**No $C_6$ tail from semilocal or hybrid functionals: Be$_2$ at large separation**

**Speaker.** A hybrid functional mixes a semilocal energy density $e_{xc}(n,\nabla n,\tau)$ with a fraction $a_x$ of Fock exchange,

$$E_x=-\frac{k}{2}\sum_\sigma\iint\frac{|\gamma_\sigma(\mathbf r,\mathbf r')|^2}{|\mathbf r-\mathbf r'|}\,d^3r\,d^3r',\qquad k=\frac{e^2}{4\pi\varepsilon_0},$$

where $\gamma_\sigma$ is the density matrix of the determinant. I begin with an argument that is wrong, and I number its lines.

My model Be atom has a compact core, ignored here, and two valence electrons in the real orbital $a(r)=(\kappa^3/\pi)^{1/2}e^{-\kappa r}$; its partner at distance $R$ has the same orbital, $b$. An approximate Hartree–Fock 2s energy $\epsilon=-1.35\times10^{-18}$ J gives $\kappa=\sqrt{2m_e|\epsilon|}/\hbar=14.9\ \mathrm{nm^{-1}}$, which I round to $15\ \mathrm{nm^{-1}}$. The polarisability volume is an input, typically $\alpha'=\alpha/4\pi\varepsilon_0\approx5.6\times10^{-30}\ \mathrm{m^3}$.

## The wrong attempt

1. An electron at $\mathbf r$ on A has the exchange hole $|a(\mathbf r')|^2$, centred on the nucleus. Electron and hole form the dipole $-e\mathbf r$, and the atom has $\langle d^2\rangle=e^2M$ with $M=2\langle r^2\rangle=6/\kappa^2=0.0267\ \mathrm{nm^2}$.
2. The dipole coupling $V=k(x_Ax_B+y_Ay_B-2z_Az_B)/R^3$, with coordinates summed over each atom's electrons, has $\langle V^2\rangle=6k^2(M/3)^2/R^6$. With one mean excitation energy $\Delta$ per atom, second order gives $-\langle V^2\rangle/2\Delta$, and $\alpha'=2kM/3\Delta$. Hence $C_6=\tfrac12k\alpha'M=1.72\times10^{-77}\ \mathrm{J\,m^6}$.
3. (Wrong.) $E_x$ is nonlocal: it couples $\mathbf r$ on A to $\mathbf r'$ on B through the full Coulomb kernel, and the dipoles come from its hole. So $\Delta E_x\equiv E_x^{AB}-E_x^A-E_x^B\to-C_6/R^6$.
4. (Wrong conclusion.) At $R=0.8$ nm exchange supplies $-6.6\times10^{-23}$ J. A hybrid with $a_x=1/4$ already holds $-1.6\times10^{-23}$ J of this, its pairwise correction should be cut by a quarter, and full long-range exchange needs none.

## The symptom

**Question.** Lines 1 and 2 look like the exchange-hole dipole model of Becke and Johnson. Is that wrong too?

**Speaker.** No. That model uses the hole to estimate $C_6$ and then adds $-C_6/R^6$ to the energy. It does not claim to find the term inside $E_x$. Two tests expose line 3. First, multiply the Coulomb kernel between the regions of A and B by $\lambda$. At fixed orbitals the A–B part of $E_x$ is linear in $\lambda$, while line 2 goes as $\lambda^2$. Second, take two hydrogen atoms with antiparallel spins. Then $\gamma_\uparrow=a(\mathbf r)a(\mathbf r')$ and $\gamma_\downarrow=b(\mathbf r)b(\mathbf r')$, so $\Delta E_x=0$ at every $R$, yet lines 1 and 2 return the same $C_6$ as for parallel spins.

## The faulty line

**Speaker.** Line 3 looks at the kernel and forgets its weight. The pair density of a determinant is $n(\mathbf r)n(\mathbf r')-\sum_\sigma|\gamma_\sigma(\mathbf r,\mathbf r')|^2$. For $\mathbf r$ on A and $\mathbf r'$ on B, $\gamma_\sigma$ needs an orbital with amplitude at both points. If the orbitals are disjoint, $\gamma_\sigma$ is block diagonal, the pair density factorises, the two dipoles are uncorrelated, and $\langle V\rangle=0$. The $R^{-6}$ energy comes from the admixture, of amplitude $\propto R^{-3}$, of configurations with one excitation on each atom. That is correlation, and no single determinant contains it.

## The mended calculation

**Speaker.** Keep the orbitals frozen and build the determinant properly. With $\rho=\kappa R$ and overlap $S=e^{-\rho}(1+\rho+\rho^2/3)$, the inverse overlap matrix gives, for each spin,

$$\gamma_\sigma=\frac{aa'+bb'-S(ab'+ba')}{1-S^2},$$

a prime marking the argument $\mathbf r'$. Write $(ij|mn)=k\iint i\,j\,m'n'/|\mathbf r-\mathbf r'|$ and define $J_0=(aa|aa)$, $J=(aa|bb)$, $L=(aa|ab)$, $K=(ab|ab)$. Squaring and summing both spins,

$$E_x^{AB}=-\frac{2J_0+2K-8SL+2S^2(J+K)}{(1-S^2)^2}.$$

Each isolated atom has $E_x=-J_0$, so to second order in the overlap

$$\Delta E_x=-2K+8SL-2S^2J-4S^2J_0 .$$

Every term carries two overlap factors, each either $S$ or the distribution $ab$. In units of $k\kappa=3.46\times10^{-18}$ J the integrals are $J_0=5/8$,

$$J=\frac1\rho-e^{-2\rho}\Big(\frac1\rho+\frac{11}8+\frac{3\rho}4+\frac{\rho^2}6\Big),$$

$$L=e^{-\rho}\Big(\rho+\frac18+\frac5{16\rho}\Big)-e^{-3\rho}\Big(\frac18+\frac5{16\rho}\Big),$$

and Sugiura's result

$$5K=e^{-2\rho}\Big(\frac{25}8-\frac{23\rho}4-3\rho^2-\frac{\rho^3}3\Big)+\frac6\rho\Big[S^2(\gamma_E+\ln\rho)-\bar S^2E_1(4\rho)+2S\bar SE_1(2\rho)\Big],$$

with $\bar S=e^{\rho}(1-\rho+\rho^2/3)$, Euler's constant $\gamma_E$ and $E_1(x)=\int_x^\infty e^{-t}\,dt/t$. At $0.8$ nm, $\rho=12$, $S^2=1.405\times10^{-7}$ and

$$\frac{\Delta E_x}{S^2k\kappa}=-0.505+1.594-0.167-2.500=-1.578 .$$

So $\Delta E_x$ is $S^2$ times a slowly varying factor, and it falls as $e^{-2\kappa R}$ times powers and a logarithm.

**Question.** There is a $1/\rho$ in $J$. Isn't that your long-range kernel?

**Speaker.** It is, and it arrives multiplied by $S^2$. Replacing the kernel by $\mathrm{erf}(\omega r_{12})/r_{12}$ changes the four integrals but not the overlap factors, so range separation gives no tail either.

**Question.** And the semilocal part?

**Speaker.** Take frozen fragments and

$$\Delta E_{xc}=\int\big[e_{xc}^{AB}-e_{xc}^A-e_{xc}^B\big]d^3r .$$

For disjoint orbitals $n$, $\nabla n$ and $\tau$ are additive, at each point at most one fragment contributes, and $e_{xc}$ vanishes where $n$ does. The integrand is zero everywhere. With overlapping tails it lives where both densities are present. If $e_{xc}$ dies as a positive power of the density, the result is exponential, though the exponent depends on the functional. For LDA exchange, $e\propto-n^{4/3}$. In the coordinates $\xi=(r_A+r_B)/R\ge1$, $\eta=(r_A-r_B)/R$ the densities are $\propto e^{-\rho(\xi\pm\eta)}$, and the bracket becomes proportional to

$$e^{-4\rho\xi/3}\Big[(2\cosh\rho\eta)^{4/3}-2\cosh\tfrac43\rho\eta\Big].$$

The square bracket decays as $\tfrac43e^{-2\rho|\eta|/3}$, so the midplane dominates and the energy falls as $e^{-4\kappa R/3}$ times a power. That is slower than $S^2$ and can imitate binding near contact, but it is no power law.

**Question.** Does self-consistency change this?

**Speaker.** Neutral spherical fragments have no field outside their densities, so the perturbation that drives relaxation is itself exponentially small. I assume integer charges and stable closed shells. Functionals that use unoccupied orbitals, such as double hybrids or RPA, lie outside the statement: they include the double excitations.

## The size of the error

| $R$ (nm) | $S$ | line 3: $-C_6/R^6$ (J) | mended $\Delta E_x$ (J) | ratio |
|---|---|---|---|---|
| 0.6 | $4.6\times10^{-3}$ | $-3.7\times10^{-22}$ | $-9.7\times10^{-23}$ | 3.8 |
| 0.8 | $3.7\times10^{-4}$ | $-6.6\times10^{-23}$ | $-7.7\times10^{-25}$ | 86 |
| 1.0 | $2.8\times10^{-5}$ | $-1.7\times10^{-23}$ | $-4.7\times10^{-27}$ | $3.7\times10^{3}$ |

**Speaker.** These are the model's numbers. Fit $\Delta E_x\propto R^{-p}$ between neighbouring rows and you get $p=17$, then $p=23$: never 6, and rising. For $a_x=1/4$ at $0.8$ nm the Fock term contributes $-1.9\times10^{-25}$ J, where line 4 claimed $-1.6\times10^{-23}$ J.

**Question.** Your $\Delta E_x$ is negative. Does exchange then bind Be$_2$ a little?

**Speaker.** It is one component. Orthogonalisation also changes the kinetic and electrostatic energies at the same order $S^2$, and I have not computed them. For closed-shell atoms the Hartree–Fock sum is typically repulsive. All of it is exponential.

**Question.** Is $C_6$ alone enough at these distances?

**Speaker.** Only roughly. With the same denominator $2\Delta$, each of the two dipole–quadrupole terms replaces $6(M/3)^2$ by $15\,(M/3)(2\langle r^4\rangle/5)$, so $C_8/C_6=3\langle r^4\rangle/\langle r^2\rangle=22.5/\kappa^2=0.10\ \mathrm{nm^2}$. This adds the fractions $0.28$, $0.16$ and $0.10$ to the dispersion in the three rows. It too is correlation, so it enlarges what the hybrid lacks.

**Question.** How far do you trust a nodeless orbital for beryllium?

**Speaker.** For the exponent, not for the amplitude. The model has $\langle r^2\rangle=0.0133\ \mathrm{nm^2}$; a Hartree–Fock 2s orbital is typically more diffuse, near $0.024\ \mathrm{nm^2}$, with about twice the tail amplitude at the midpoint. Four such factors enter, so the model's $|\Delta E_x|$ is too small by roughly an order of magnitude, the ratios are too large by as much, and the $0.6$ nm row decides nothing. As a stress test set $\kappa=12\ \mathrm{nm^{-1}}$ in the exchange alone, which slows the decay at all distances. At $1.0$ nm, $\Delta E_x=-6.1\times10^{-25}$ J, still 28 times below the claim. So at $1.0$ nm the slip misassigns nearly the whole of the model's $1.7\times10^{-23}$ J to exchange, and the pairwise $C_6$ term must be added at full asymptotic strength, whatever $a_x$ is.